**Orbital gap of [MnNCl₄]²⁻ against the share of exact exchange**

The table holds the homo, the lumo and their gap for the restricted singlet dianion at fixed geometry, from PBE hybrids with 0 to 40 % exact exchange in the def2-SVPD basis (Ansatz 0.2.0). The program tests the model that each orbital level is linear in the share, and asks whether the bend of the gap comes from a swap of the lowest empty level, smooth curvature of one homo, a change of self-consistent solution or a reordering of occupied levels. Against lines fitted to 0–15 %, the gap at 40 % falls short by 1.007 eV, 85 % of it in the homo, while the swap of empty levels near 24 % is a smaller contribution. The homo loses half its slope and is poorly fitted by a quadratic, whereas the total energy without dispersion curves smoothly. A change of the highest occupied orbital near 23 % remains by elimination and is untested, since its second line rests on two points.

Ansatz 0.2.0, restricted Kohn–Sham calculations with PBE and its hybrids at varying shares of exact exchange, def2-SVPD basis, for isolated [MnNCl₄]²⁻ (charge −2 e, singlet). All rows use the same r2SCAN-D4/def2-SVPD geometry, and the gap is the lumo energy minus the homo energy.

## Analysis program

```python
# Table: HOMO, LUMO and orbital gap (eV) of [MnNCl4]2- (restricted singlet, fixed geometry),
# Ansatz 0.2.0, PBE hybrid with 0-40 % exact exchange, def2-SVPD. Tested: each orbital level is
# linear in the share; is the bend of the gap due to the LUMO swap, smooth curvature of one HOMO,
# a change of SCF solution, or a reordering of occupied levels?
T = {
    'exact_exchange': [0, 10, 15, 25, 40],  # %
    'homo': [3.422, 2.385, 1.863, 0.912, 0.126],  # eV
    'lumo': [4.681, 5.108, 5.333, 5.795, 6.264],  # eV
    'homo_lumo_gap': [1.259, 2.723, 3.469, 4.883, 6.138],  # eV
}
import numpy as np
a = np.array(T['exact_exchange'], float)
H, L, G = (np.array(T[k], float) for k in ('homo', 'lumo', 'homo_lumo_gap'))
# further outputs of the same runs: empty levels (eV) sorted by degeneracy, total energy without D4 (eV)
s1 = np.array([4.680914, 5.107874, 5.33277, 5.806078, 6.570668])   # lowest single level
p1 = np.array([4.976930, 5.310716, 5.474009, 5.794565, 6.264354])  # lowest pair, mean of the two
s2 = np.array([5.90336, 6.195707, 6.336454, 6.58746, 6.873787])    # second single level
s3 = np.array([6.16683, 6.361013, 6.459733, 6.681058, 7.090268])   # third single level
p2 = np.array([6.887707, 7.093835, 7.195716, 7.397372, 7.695871])  # upper pair, mean of the two
E = np.array([-82858.6079, -82859.548, -82860.0452, -82861.0923, -82862.7902])
f = lambda v, n=3: ' '.join(f'{x:+.{n}f}' for x in v)
sl = lambda y: np.diff(y) / np.diff(a)
print('shares (%):', ' '.join(f'{x:.0f}' for x in a), '| rounding of table 0.0005 eV')
dH, dL, dG = H[-1] - H[0], L[-1] - L[0], G[-1] - G[0]
print(f'change 0 to 40 %: HOMO {dH:+.3f}, LUMO {dL:+.3f}, gap {dG:+.3f} eV; HOMO part {-100*dH/dG:.0f} %')
print('slopes in eV per % over 0-10, 10-15, 15-25, 25-40; change of slope first to last')
for n, y in [('HOMO', H), ('LUMO', L), ('gap', G), ('lowest single', s1), ('lowest pair', p1),
             ('second single', s2), ('third single', s3), ('second+third', s2 + s3), ('upper pair', p2)]:
    s = sl(y)
    print(f'  {n:14s}', f(s, 4), f'| {100*(s[-1]/s[0]-1):+.0f} %')
print('line fitted to 0-15 %, actual minus line at all shares (eV)')
dev, lin = {}, {}
for n, y in [('HOMO', H), ('LUMO', L), ('gap', G)]:
    lin[n] = np.polyfit(a[:3], y[:3], 1)
    dev[n] = y - np.polyval(lin[n], a)
    print(f'  {n:5s} slope {lin[n][0]:+.4f}:', f(dev[n]))
share = -dev['HOMO'][-1] / dev['gap'][-1]
print(f'gap shortfall at 40 %: {-dev["gap"][-1]:.3f} eV; HOMO {100*share:.0f} %, LUMO {100*(1-share):.0f} %')
d = s1 - p1
print('lowest single minus lowest pair (eV):', f(d))
print(f'LUMO swap near {np.interp(0, d, a):.1f} % (interpolated); lowers LUMO by {d[3]:.3f} eV at 25, {d[4]:.3f} eV at 40')
Gs = s1 - H
print(f'gap slope without the swap: 0-10 {sl(Gs)[0]:.4f}, 25-40 {sl(Gs)[-1]:.4f} eV per %')
print('fits over all five rows, residuals (eV)')
for n, y in [('HOMO', H), ('gap', G), ('lowest pair', p1), ('total energy', E - E[0])]:
    for deg, w in [(1, 'line'), (2, 'quadratic')]:
        r = y - np.polyval(np.polyfit(a, y, deg), a)
        print(f'  {n:12s} {w:9s}', f(r), f'| worst at {a[np.argmax(abs(r))]:.0f} %')
dd = lambda y: np.diff(sl(y)) / (a[2:] - a[:-2]) * 2e3
print('curvature (meV per %^2) over 0-15, 10-25, 15-40')
for n, y in [('HOMO', H), ('lowest pair', p1), ('total energy', E)]:
    print(f'  {n:12s}', f(dd(y)))
for n, y in [('HOMO', H), ('total energy', E - E[0])]:
    r = y - np.polyval(np.polyfit(a[:3], y[:3], 2), a)
    print(f'{n}: actual minus quadratic through 0-15 %: {r[3]:+.3f} eV at 25, {r[4]:+.3f} eV at 40')
print('total energy slopes (eV per %):', f(sl(E), 4))
b1, b2 = lin['HOMO'], np.polyfit(a[3:], H[3:], 1)
print(f'two HOMO lines: slopes {b1[0]:+.4f}, {b2[0]:+.4f} eV per %, ratio {b1[0]/b2[0]:.2f}')
print(f'they meet at {(b2[1]-b1[1])/(b1[0]-b2[0]):.1f} % (second line rests on two points, untested)')
print(f'HOMO = 0 extrapolated: {-b1[1]/b1[0]:.0f} % early line, {-b2[1]/b2[0]:.0f} % late line; at 40 % {H[-1]:+.3f} eV')
assert np.all(H > 0) and np.all(sl(H) < 0) and np.all(sl(L) > 0)
assert np.all(d[:3] < 0) and np.all(d[3:] > 0) and share > 0.7
assert np.all(dd(E) < 0) and abs(dd(E)).min() / abs(dd(E)).max() > 0.9
assert sl(p1)[-1] / sl(p1)[0] > 0.9 and sl(H)[-1] / sl(H)[0] < 0.6
```

Output:

```
shares (%): 0 10 15 25 40 | rounding of table 0.0005 eV
change 0 to 40 %: HOMO -3.296, LUMO +1.583, gap +4.879 eV; HOMO part 68 %
slopes in eV per % over 0-10, 10-15, 15-25, 25-40; change of slope first to last
  HOMO           -0.1037 -0.1044 -0.0951 -0.0524 | -49 %
  LUMO           +0.0427 +0.0450 +0.0462 +0.0313 | -27 %
  gap            +0.1464 +0.1492 +0.1414 +0.0837 | -43 %
  lowest single  +0.0427 +0.0450 +0.0473 +0.0510 | +19 %
  lowest pair    +0.0334 +0.0327 +0.0321 +0.0313 | -6 %
  second single  +0.0292 +0.0281 +0.0251 +0.0191 | -35 %
  third single   +0.0194 +0.0197 +0.0221 +0.0273 | +40 %
  second+third   +0.0487 +0.0479 +0.0472 +0.0464 | -5 %
  upper pair     +0.0206 +0.0204 +0.0202 +0.0199 | -3 %
line fitted to 0-15 %, actual minus line at all shares (eV)
  HOMO  slope -0.1039: -0.000 +0.002 -0.001 +0.087 +0.859
  LUMO  slope +0.0434: +0.002 -0.005 +0.003 +0.032 -0.150
  gap   slope +0.1472: +0.002 -0.006 +0.004 -0.054 -1.007
gap shortfall at 40 %: 1.007 eV; HOMO 85 %, LUMO 15 %
lowest single minus lowest pair (eV): -0.296 -0.203 -0.141 +0.012 +0.306
LUMO swap near 24.2 % (interpolated); lowers LUMO by 0.012 eV at 25, 0.306 eV at 40
gap slope without the swap: 0-10 0.1464, 25-40 0.1034 eV per %
fits over all five rows, residuals (eV)
  HOMO         line      +0.188 -0.020 -0.127 -0.249 +0.208 | worst at 25 %
  HOMO         quadratic -0.035 +0.061 +0.032 -0.081 +0.023 | worst at 25 %
  gap          line      -0.222 +0.012 +0.144 +0.328 -0.262 | worst at 25 %
  gap          quadratic +0.052 -0.087 -0.052 +0.121 -0.035 | worst at 25 %
  lowest pair  line      -0.009 +0.004 +0.006 +0.006 -0.007 | worst at 0 %
  lowest pair  quadratic -0.000 +0.001 +0.000 -0.001 +0.000 | worst at 25 %
  total energy line      -0.080 +0.029 +0.057 +0.059 -0.065 | worst at 0 %
  total energy quadratic -0.000 +0.001 +0.000 -0.001 +0.000 | worst at 25 %
curvature (meV per %^2) over 0-15, 10-25, 15-40
  HOMO         -0.093 +1.240 +3.416
  lowest pair  -0.096 -0.080 -0.059
  total energy -0.724 -0.703 -0.679
HOMO: actual minus quadratic through 0-15 %: +0.100 eV at 25, +0.908 eV at 40
total energy: actual minus quadratic through 0-15 %: +0.002 eV at 25, +0.012 eV at 40
total energy slopes (eV per %): -0.0940 -0.0994 -0.1047 -0.1132
two HOMO lines: slopes -0.1039, -0.0524 eV per %, ratio 1.98
they meet at 23.3 % (second line rests on two points, untested)
HOMO = 0 extrapolated: 33 % early line, 42 % late line; at 40 % +0.126 eV
```
